\textbf{Student:} The $\nu_2$--$\nu_5$ Coriolis constant of CH$_3$F is always presented as a fixed number. If I change an isotope, the fluorine mass, an angle or the temperature, which way does it go, and how far?

\textbf{Lecturer:} Start from the definition. With orthonormal mass-weighted mode vectors $\mathbf l_{nk}$ on atom $n$,
\begin{equation}
\zeta^a_{kl}=\sum_n(\mathbf l_{nk}\times\mathbf l_{nl})_a .
\end{equation}
It is antisymmetric in $k,l$. The $a$ component of a cross product turns the projection perpendicular to $a$ by a right angle and drops the rest, so $|\zeta|\le1$. Jahn's rule (1939) says it vanishes unless $\Gamma(Q_k)\times\Gamma(Q_l)$ contains $\Gamma(R_a)$. For the umbrella $\nu_2$ ($A_1$) and the degenerate deformation $\nu_5$ ($E$) the product is $E$, so $x$ and $y$ are allowed and $z$ ($A_2$) is forbidden. For nonredundant internal coordinates $S=LQ$ with Wilson vectors $\mathbf s_{in}$, one has $\mathbf l_{nk}=m_n^{-1/2}\sum_i(L^{-1})_{ki}\mathbf s_{in}$, which gives the formula of Meal and Polo (1956):
\begin{equation}
\zeta^a=L^{-1}C^a(L^{-1})^T,\qquad C^a_{ij}=\sum_n\frac{(\mathbf s_{in}\times\mathbf s_{jn})_a}{m_n}.
\end{equation}

\textbf{Student:} But $L$ needs a force field, and we have none.

\textbf{Lecturer:} It must satisfy $LL^T=G$. As a model, let each mode hold every stiffer coordinate of its species rigid. Then $L$ is lower triangular in order of falling frequency and follows from $G$ alone. We will price that assumption afterwards. Put C at the origin, F on $+z$, the hydrogens at polar angle $\beta$ (the FCH angle) and azimuths $0^\circ,120^\circ,240^\circ$, with spherical unit vectors $\mathbf e_r,\mathbf e_\theta,\mathbf e_\phi$ at each, and write $s=\sin\beta$, $c=\cos\beta<0$. $R_y$ is symmetric under the $xz$ mirror, so $\zeta^y$ couples $Q_2$ to the symmetric component $Q_{5a}$. Take $S_1=\sum r_i$, $S_2\propto\sum\beta_i$, $S_4=2r_1-r_2-r_3$ and $S_5\propto2\alpha_1-\alpha_2-\alpha_3$, with $\alpha_i$ the HCH angle opposite H$_i$. Positive scale factors cancel in $\zeta$. Differentiating $\cos\alpha_1=\sin\theta_2\sin\theta_3\cos(\phi_3-\phi_2)+\cos\theta_2\cos\theta_3$ and its partners gives the vectors on H$_1$, H$_2$, H$_3$; the one on C is minus their sum:
\begin{align}
S_1&:\ \mathbf e_r,\ \mathbf e_r,\ \mathbf e_r;\ -3c\,\hat{\mathbf z} &
S_4&:\ 2\mathbf e_r,\ -\mathbf e_r,\ -\mathbf e_r;\ -3s\,\hat{\mathbf x}\nonumber\\
S_2&:\ \mathbf e_\theta,\ \mathbf e_\theta,\ \mathbf e_\theta;\ 3s\,\hat{\mathbf z} &
S_5&:\ -2c\,\mathbf e_\theta,\ c\,\mathbf e_\theta-\sqrt3\,\mathbf e_\phi,\ c\,\mathbf e_\theta+\sqrt3\,\mathbf e_\phi;\ -3s^2\hat{\mathbf x}
\end{align}
The three fluorine vectors of $S_2$ cancel, so fluorine appears nowhere.

\textbf{Student:} Then a heavier atom in place of fluorine does nothing? I doubt it.

\textbf{Lecturer:} Nothing to the model's $\zeta$; hold the doubt. Freeze carbon first. Only the $\mathbf e_\phi$ parts of $S_5$ survive the cross product with $\mathbf e_\theta$, and $\mathbf e_\theta\times\mathbf e_\phi=\mathbf e_r$ gives $C^y_{25}=-3s$ in units of $1/m_{\rm H}$. Dividing by the norms $\sqrt3$ and $\sqrt{6(1+c^2)}$,
\begin{equation}
\zeta_0=-\frac{s}{\sqrt{2(1+c^2)}} .
\end{equation}
The sign belongs to our phases, so I discuss $|\zeta|$. For a typical $\beta=108.7^\circ$, $\zeta_0=-0.638$. Now predict the effect of widening $\beta$ by $2^\circ$.

\textbf{Student:} The $y$ component of $\mathbf e_r$ shrinks with $s$, and more of $S_5$ goes into the useless $\mathbf e_\theta$ part. Both reduce $|\zeta|$. The slope is $d\ln|\zeta_0|/d\beta=2c/[s(1+c^2)]=-0.614$ per radian, so $-2.1\,\%$. For deuteration I predict a rise. Carbon recoils along $z$ in $S_2$ and along $x$ in $S_5$, and that cross product has the same sign as the hydrogen part.

\textbf{Lecturer:} It has, but count everything. With $\mu=m_{\rm H}/m_{\rm C}$,
\begin{align}
G_{11}&=3+9c^2\mu, & G_{12}&=-9sc\mu, & G_{22}&=3+9s^2\mu,\nonumber\\
G_{44}&=6+9s^2\mu, & G_{45}&=9s^3\mu, & G_{55}&=6(1+c^2)+9s^4\mu,\nonumber\\
C^y_{14}&=9sc\mu, & C^y_{15}&=9s^2c\mu, & C^y_{24}&=-3-9s^2\mu,\quad C^y_{25}=-3s-9s^3\mu .
\end{align}
The triangular $L^{-1}$ gives $Q_2\propto S_2-aS_1$ and $Q_5\propto S_5-bS_4$, with $a=G_{12}/G_{11}$ and $b=G_{45}/G_{44}$. To first order in $\mu$ your term raises $|\zeta|$ by the fraction $3s^2\mu$. Subtracting $bC^y_{24}$ takes back half of it, the larger norm of $Q_2$ takes the other half, and the larger norm of $Q_5$ is left uncompensated:
\begin{equation}
\frac{d\ln|\zeta|}{d\mu}\Big|_{0}=-\frac{3s^4}{4(1+c^2)}=-\tfrac32s^2\zeta_0^2=-0.547 .
\end{equation}

\textbf{Student:} So recoil lowers it. With masses 1.0078, 2.0141, 12 and 13.0034 u, $\mu$ is 0.0840 for the parent, 0.1678 for CD$_3$F and 0.0775 for $^{13}$CH$_3$F. That predicts $-4.6\,\%$ and $+0.4\,\%$.

\textbf{Lecturer:} Now without expanding. The numerator and squared norms are
\begin{align}
C^y_{25}-bC^y_{24}-aC^y_{15}+abC^y_{14}&=\frac{-6s(1+3\mu)}{(2+3\mu s^2)(1+3\mu c^2)},\nonumber\\
G_{22}-aG_{12}=\frac{3(1+3\mu)}{1+3\mu c^2},\qquad
G_{55}-bG_{45}&=\frac{12(1+c^2+3\mu s^2)}{2+3\mu s^2},
\end{align}
and therefore
\begin{equation}
\zeta^y_{2,5a}=-s\left[\frac{1+3\mu}{(2+3\mu s^2)(1+3\mu c^2)(1+c^2+3\mu s^2)}\right]^{1/2}.
\end{equation}
The third digit below serves only to show differences inside the model.
\begin{center}
\begin{tabular}{lccc}
change & estimated $\Delta|\zeta|$ & calculated $\Delta|\zeta|$ & model $\zeta$\\ \hline
none & & & $-0.608$\\
$\beta\to110.7^\circ$ & $-2.1\,\%$ & $-2.0\,\%$ & $-0.596$\\
H$_3\to$ D$_3$ & $-4.6\,\%$ & $-4.7\,\%$ & $-0.580$\\
$^{12}$C $\to{}^{13}$C & $+0.4\,\%$ & $+0.4\,\%$ & $-0.611$\\
$m_{\rm F}\to35$ u & 0 & 0 & $-0.608$
\end{tabular}
\end{center}

\textbf{Student:} These are percent effects from a model that assumes separated frequencies, and the rock $\nu_6$ is not far below $\nu_5$.

\textbf{Lecturer:} So change the force field instead, and let it rotate $Q_5$ into $\cos\chi\,Q_5+\sin\chi\,Q_{6}$. With C and F frozen, $Q_{6a}$ is the rigid turn of the hydrogens about $y$, phased to open $\beta_1$. Its $\mathbf e_\phi$ content is $c$ times that of $Q_{5a}$, so $\zeta_{26}=c\zeta_0=+0.204$ and
\begin{equation}
\zeta(\chi)=\zeta_0(\cos\chi+c\sin\chi).
\end{equation}
What do you expect?

\textbf{Student:} A first-order effect of either sign. An illustrative $\chi=+0.1$ rad gives $-3.7\,\%$ and $\chi=-0.1$ rad gives $+2.7\,\%$. Since $\zeta_{25}^2+\zeta_{26}^2=s^2/2$ is invariant, this mixing cannot push $|\zeta|$ above $s/\sqrt2=0.670$.

\textbf{Lecturer:} Two further leaks exist. In the same limit $\zeta_{24}=-1/\sqrt2$, so an admixture of only 0.03 rad of the stretch $Q_4$ moves $|\zeta|$ by $3\,\%$. The other is the CF stretch. The model's $Q_3$ carries a rigid CH$_3$ along $z$, so $\zeta_{35}$ is proportional to the $x$ momentum of CH$_3$ in $Q_{5a}$. That is zero, because fluorine rests in $Q_5$. Rotating $Q_2$ into $Q_3$ by $\psi$ therefore multiplies $\zeta$ by $\cos\psi$, always a loss and of second order, $-4.5\,\%$ for an illustrative 0.3 rad.

\textbf{Student:} That is where my heavy fluorine acts.

\textbf{Lecturer:} There and through $\chi$, since $m_{\rm F}$ enters $G$ only with the CF stretch and the rock. It matters for deuterium too. Take typical quanta of about 181 and 130 meV for $\nu_2$ and $\nu_3$ in CH$_3$F, and 141 and 123 meV in CD$_3$F. The gap falls from 51 to 18 meV, $\psi$ should grow, and that works in the same direction as recoil. The change of $\chi$ is unknown without force constants. So $-4.7\,\%$ is the kinematic part only, and neglected terms rival it.

\textbf{Student:} And temperature? It is not in the formula.

\textbf{Lecturer:} It leaves $\zeta$ alone and changes the levels you look at. The coupling is $-2B(\pi_xJ_x+\pi_yJ_y)$, with angular momenta in units of $\hbar$ and $\pi_y\ni\zeta(Q_2P_{5a}-Q_{5a}P_2)/\hbar$. Between the two fundamentals $\pi_y$ has magnitude $|\zeta|\Omega$, with $\Omega=\frac12[(\omega_2/\omega_5)^{1/2}+(\omega_5/\omega_2)^{1/2}]$, and $\pi_x$ likewise for $5b$. Acting on $|v_2=1;J,k=0\rangle$ the operator yields squared norm $4B^2\zeta^2\Omega^2J(J+1)$, shared equally between $l=k=+1$ and $l=k=-1$. Each element is
\begin{equation}
W=\sqrt2\,B\,\Omega\,|\zeta|\sqrt{J(J+1)} .
\end{equation}
For typical quanta of 180.9 and 182.0 meV, $\Omega-1=5\times10^{-6}$.

\textbf{Student:} The $k=0$ population peaks at $J=(k_{\rm B}T/2B)^{1/2}-\frac12$, so a quarter of the temperature should roughly halve the typical $W$.

\textbf{Lecturer:} With typical bonds CH 1.087 \AA{} and CF 1.383 \AA{} and $m_{\rm F}=18.9984$ u, the perpendicular moment $I$ is 19.61 u\,\AA$^2$ and $B=\hbar^2/2I=0.1066$ meV. The peak lies at $J=10.5$ at 300 K and 5.0 at 75 K. The model's $W$ is 0.96 meV at $J=10$ and 0.50 meV at $J=5$, beside a vibrational gap of 1.1 meV. I will not turn that into a mixing fraction, because the detuning also holds $A-B=0.55$ meV, with $A$ the rotational constant about $z$, and the $z$-axis Coriolis shift within $\nu_5$.

\textbf{Student:} Then $B$ responds more strongly than $\zeta$.

\textbf{Lecturer:} Much more. At fixed geometry deuteration lowers $B$ to 0.0853 meV, by $20\,\%$, so the model's $W$ at given $J$ falls by $24\,\%$. A 35 u atom on the fluorine site gives 0.0868 meV and lowers the model's $W$ by $19\,\%$, all of it through the moment of inertia.